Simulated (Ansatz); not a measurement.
**SnSe₂ (CdI2-type structure)**

Method: r²SCAN, scalar-relativistic; no spin polarisation; PAW, 500 eV, Γ-centred 10×10×6 mesh, 0.05 eV Gaussian smearing; code Ansatz. The datasets are Ansatz's generated set soft_2.

```xyz
3
Lattice="3.8406 0.0000 0.0000 -1.9203 3.3260 0.0000 0.0000 0.0000 6.5064" Properties=species:S:1:pos:R:3 pbc="T T T"
Sn    0.0000    0.0000    0.0000
Se    0.0000    2.2174    1.5737
Se    1.9203    1.1087    4.9327
```

The start was a prototype's sites filled with these elements; the Crystallography Open Database holds the compound in this structure.

At this volume the pressure is 0.03 GPa.

The cell has space group P-3m1 (read at 0.01 Å). In it the stress is 0.02, 0.02, 0.05, 0.00, 0.00, 0.00 GPa and the largest force component 0.000 eV/Å. Each change below starts from this cell, without further relaxation. Stress is in GPa, positive in compression, in the order xx, yy, zz, yz, xz, xy; energies are counted from the cell above.

What happens when atom 3 (Se) is moved by 0.02 Å along y?

The energy changes by 0.7 meV per cell, and the force on it along the shift is -0.067 eV/Å (−F/u = 3.36 eV/Å²). Stress: 0.01, 0.04, 0.06, 0.21, 0.00, 0.00. The gap on the mesh goes from 1.03 eV to 1.02 eV.
```tsv
atom	Fx (eV/Å)	Fy	Fz
Sn1	0.000	0.054	0.002
Se2	0.000	0.013	0.000
Se3	0.000	-0.067	-0.002
```

What stress follows from an engineering strain of -2 % in xx, atoms carried along?

2.58, 0.85, 0.91, -0.09, 0.00, 0.00 GPa; the energy changes by 13.1 meV per cell. The gap on the mesh goes from 1.03 eV to 0.93 eV.
```
atom  Fx (eV/Å)      Fy      Fz
 Sn1      0.000   0.000   0.000
 Se2      0.000  -0.014   0.124
 Se3      0.000   0.014  -0.124
```
The change of the stress over the strain gives a clamped-atom stiffness of about 128 GPa for this component, a secant value that lies under the elastic constant in tension and over it in compression, by several per cent for each per cent of strain.
In a harmonic crystal the energy would rise by V(½Cε² − σ₀ε), with σ₀ the stress of the unstrained cell, = 13.5 meV, which matches.

All atoms and the cell are disturbed at random:
```xyz
3
Lattice="3.7515 -0.0129 0.0353 -1.8869 3.3712 -0.0279 0.0597 -0.0200 6.5787" Properties=species:S:1:pos:R:3 pbc="T T T"
Sn    0.0056    0.0172   -0.0035
Se    0.0050    2.2161    1.5673
Se    1.9138    1.1051    5.0222
```
Give the energy change, the stress and the forces.

23.9 meV per cell; stress 2.46, -0.39, 0.57, 0.40, -0.72, 0.33 GPa. The gap on the mesh goes from 1.03 eV to 0.82 eV.
```tsv
atom	Fx (eV/Å)	Fy	Fz
Sn1	-0.071	-0.147	0.102
Se2	-0.085	0.143	0.054
Se3	0.155	0.004	-0.156
```

Semilocal functionals underestimate band gaps, commonly by a third or more. The structure is built of weakly bound layers, and this functional has no dispersion term, so their spacing and all that hangs on it (volume, the soft elastic constants, low modes, dielectric constants) are poorly given. The relaxed cell is 8 % larger in volume than the cell of this structure in the Crystallography Open Database (25.73 Å³/atom, 1992).

The response is governed by the covalent, polar Sn-Se bonds within each layer. When one Se is shifted sideways, most of the balancing force falls on Sn and little on the other Se. In-plane compression pushes the two Se planes outward from the Sn plane, since a thicker layer would restore the shortened bonds. The accompanying zz stress therefore probably comes largely from the clamped layer itself and is no measure of coupling between layers. Letting the Se atoms move would relieve part of the load, so 128 GPa overstates the stiffness of a crystal free to relax internally.

The gap narrows from 1.03 eV to 0.93 eV under this compression. Its edges are mainly Se p below and antibonding Sn s-Se p above; shorter bonds alone would tend to raise the upper edge and widen the gap. This suggests that broadening and splitting of the Se p bands under the uniaxial strain outweigh that effect. A single compressive strain doesn't establish how the gap would respond to tension or to equal biaxial strain.
